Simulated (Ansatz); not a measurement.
# CaLa: energy above lowest point against volume scale

All results are calculated (Ansatz 0.2.0). Free energy against uniform scaling of the volume at fixed shape and fractions; periodic cell, basis, potentials, k mesh and filling as listed.

The cell before it is scaled or strained (space group P-6m2, No. 187):
```
CaLa
1.0
      3.7770     0.0000     0.0000
     -1.8885     3.2709     0.0000
      0.0000     0.0000     6.3000
Ca La
1 1
Direct
  0.00000 0.00000 0.50000
  0.66667 0.33333 0.00000
```

Settings of every row: functional LDA; dispersion none; potentials all-electron LAPW; k mesh 9x9x5; k shift 0x0x0; occupations gaussian; smearing width 0.1 eV; spin none; basis error target 0.002 eV/atom.

Limits: coarse k mesh, up to 40 meV an atom off; minimum outside the range; the cell comes from a prototype or a list of computed structures and needn't be the stable phase.

```csv
row,volume scale,V (Å³/atom),energy above lowest point (meV/atom)
1,0.94,36.581,0
2,0.97,37.748,11.1
3,1,38.916,26.9
4,1.03,40.083,?
5,1.06,41.251,70.2
```

Question: what energy above lowest point should row 4 give?

Worked fit of energy above lowest point. Take u = (V_r/V)^(2/3) − 1 with V_r = 38.332 Å³ an atom, which is twice the finite (Eulerian) strain; such expansions in the strain, on which the Birch-Murnaghan equation of state is built, carry the rest volume and the bulk modulus. The shown rows have u = 0.03166, 0.01029, -0.01003, -0.04775. Least squares give energy above lowest point = 18.45 − 782.2 × u + 6315 × u² meV/atom; a straight line predicts inner rows, each left out in turn, worse (root mean square 6.3 against 0.069 meV/atom). All shown rows lie on it to the printed digit. The withheld row has u = -0.02934, so the fit gives 18.45 − 782.2 × (-0.02934) + 6315 × (-0.02934)² = 46.8 meV/atom.

The calculation gave 46.8 meV/atom. The fit meets it to the printed digit.
